Before the strain energy of a coating or a film is calculated, someone has to decide which cell counts as unstrained. For hafnium nitride in the zincblende structure, the obvious choice is the volume with the lowest energy in the table. That choice makes the crystal look easier to squeeze than to stretch, the reverse of how solids usually behave.

Zincblende HfN at fixed atoms, computed with Ansatz 0.2.0: scalar-relativistic PBEsol, PAW, no spin polarisation or dispersion correction, plane-wave cutoff 420 eV, 16×16×16 k mesh, Gaussian smearing 0.15 eV. Energies are at zero smearing, relative to the elements' standard crystals or gases in the same functional; pressure is positive in compression.

| volume (Å³/atom) | shortest distance (Å) | energy over elements (eV/atom) | pressure (GPa) |
| --- | --- | --- | --- |
| 12.683 | 2.020 | -1.375 | 33.54 |
| 13.088 | 2.041 | -1.447 | 23.77 |
| 13.711 | 2.073 | -1.514 | 11.19 |
| 14.793 | 2.126 | -1.531 | -5.01 |
| 15.931 | 2.179 | -1.452 | -16.57 |
| 16.640 | 2.211 | -1.366 | -21.80 |
| 17.125 | 2.232 | -1.296 | -24.65 |
| 18.635 | 2.296 | -1.031 | -30.78 |

Take the row at 14.793 Å³/atom as the starting point. Shortening all edges by 4 % leads to the row at 13.088 and costs 0.084 eV/atom. Lengthening them by 4 % leads to the row at 16.640 and costs 0.165 eV/atom, about twice as much. The pairs at 2.5 % and 5 % show the same preference.

The pressure column gives the reason. Pressure is minus the slope of energy against volume, so it vanishes at the true minimum. At 14.793 Å³/atom it is −5 GPa, which means that the cell is under tension and would contract if it were free to. The minimum lies between this row and the next smaller one, at about 14.4 Å³/atom, and only some 6 meV/atom lower. The energy is so flat there that a coarse set of volumes hides the offset, while the pressure reveals it at once.

A cell under tension gives back energy when it begins to shrink and demands extra energy when it grows. For a small edge strain ε the volume V changes by 3εV, so the pressure P contributes −3PVε to the energy. With ε = 0.04, and 160.2 GPa equal to 1 eV/Å³, this is

3 × 5.01 × 14.793 × 0.04 / 160.2 ≈ 0.056 eV/atom,

added on stretching and subtracted on squeezing. The calculated energies are lopsided by less than that: half the difference between the two costs is (0.165 − 0.084)/2 ≈ 0.041 eV/atom. The remaining 0.015 eV/atom acts the other way and makes squeezing dearer. The usual asymmetry of a solid is therefore present, but the tension of the starting cell outweighs it.

That usual asymmetry comes from a crystal that softens as it expands. The bulk modulus, the resistance to a relative change of volume, can be read from the pressure difference between neighbouring rows. It falls at every step, from about 310 GPa over the most compressed interval to about 73 GPa over the most expanded one. This is why the pressure drops steeply at small volumes and ever more slowly at large ones.

Bonding theory explains the softening, although the calculation does not split the energy into the parts involved. Hafnium and nitrogen are held together by the overlap of hafnium d with nitrogen p orbitals and by the attraction of unlike charges, and held apart by the repulsion of electrons crowded into the same space. Attraction and repulsion both fade with distance, the repulsion faster. At the rest distance the two forces balance, but the repulsion changes more quickly: it supplies the stiffness, and the attraction, which weakens as the atoms part, takes some of it away. As the atoms separate, that stiffness fades with the repulsion.

A simple model puts this into one line. Since volume grows as the cube of the shortest distance d between Hf and N, the force along d is proportional to Pd², and the model sets

Pd² ∝ −(d − d₀) · exp[−s(d − d₀)].

Here d₀ is the distance at zero pressure and s says how fast the stiffness fades. The force is the response of the whole crystal, not of one isolated bond, so s is not a property of a particular orbital.

The constants d₀ and s and an overall strength were fitted to the pressures of all eight rows, which the model reproduces to within 0.1 GPa. Its integral then gives the energies relative to the lowest row to within about 1 meV/atom, though no energy entered the fit. This shows that the calculated energies and pressures belong to one smooth curve, with no irregular row; it does not prove the orbital picture. The printed output after this text gives the comparison row by row.

A spring of constant stiffness shows what the fading contributes. Its pressure also levels off somewhat as the volume grows, because the force is spread over a larger area and each further step in volume lengthens the bonds less, but the effect is far too small. Given the same rest distance and the same stiffness there, it predicts −46 GPa at the largest volume, where the calculation gives −31 GPa. At the smallest volume it errs the other way and makes the crystal too soft.

Measured from the zero-pressure cell instead, the familiar order returns: the model puts a 4 % squeeze at about 0.15 eV/atom and a 4 % stretch at about 0.12 eV/atom. For a neighbouring compound, then, look first at the sign of the pressure in the reference cell. Tension there favours squeezing and can reverse the natural asymmetry; compression adds to it.

For a real coating the choice of structure comes before the choice of volume. Hafnium nitride normally adopts the rocksalt structure, and a negative energy over the elements does not show that zincblende can compete with it. Nor does a smooth curve under uniform scaling show that this crystal would withstand shear. The runs also left out spin polarisation, so a magnetic state of lower energy is not excluded; it would be expected first at the largest volumes.

The analysis program printed:

```
fit of pressure*dist**2 on 8 rows: coefficient of exp(-s*u) -22.58 +/- 0.066, coefficient of u*exp(-s*u) -1237 +/- 0.76, s 2.131; rms 0.146, worst 13.711 0.275, leave-one-out rms 0.273
Energies in eV/atom, pressures and bulk modulus in GPa:
     row  above_lowest_row  above_minimum  from_pressures  spring_energy  model_pressure  spring_pressure  bulk_modulus_from_row_before
  12.683             0.156          0.162          0.1631         0.1437            33.5            27.77                           n/a
  13.088             0.084        0.09002         0.09096        0.08268           23.78            20.62                         310.8
  13.711             0.017        0.02302         0.02373        0.02258           11.25            10.45                         270.6
  14.793                 0        0.00602         0.00602       0.006178          -4.997           -5.195                         213.4
  15.931             0.079        0.08502         0.08552        0.09459          -16.62           -19.35                           156
   16.64             0.165          0.171           0.171         0.1978          -21.81           -27.18                         120.1
  17.125             0.235          0.241          0.2415         0.2877          -24.66           -32.15                         99.21
  18.635               0.5          0.506          0.5055         0.6576          -30.76           -45.95                         72.59
Volume at zero pressure, Å³/atom: 14.42
Cubic edge at zero pressure, Å: 4.867
Bulk modulus at zero pressure, GPa: 203.4
Minimum below the lowest row, meV/atom: 6.02
Largest miss of the model pressures, GPa: 0.06392
Largest miss of energies predicted from pressures, meV/atom: 1.039
Bulk modulus, first interval over last interval: 4.282
Cost of 4% squeeze from the lowest row, eV/atom: 0.084
Cost of 4% stretch from the lowest row, eV/atom: 0.165
Half of stretch cost less squeeze cost at 4%, eV/atom: 0.0405
Linear term from the tension of the lowest row at 4%, eV/atom: 0.05551
Remainder after the linear term at 4%, eV/atom: -0.01501
Model cost of 4% squeeze from zero pressure, eV/atom: 0.1487
Model cost of 4% stretch from zero pressure, eV/atom: 0.117
```
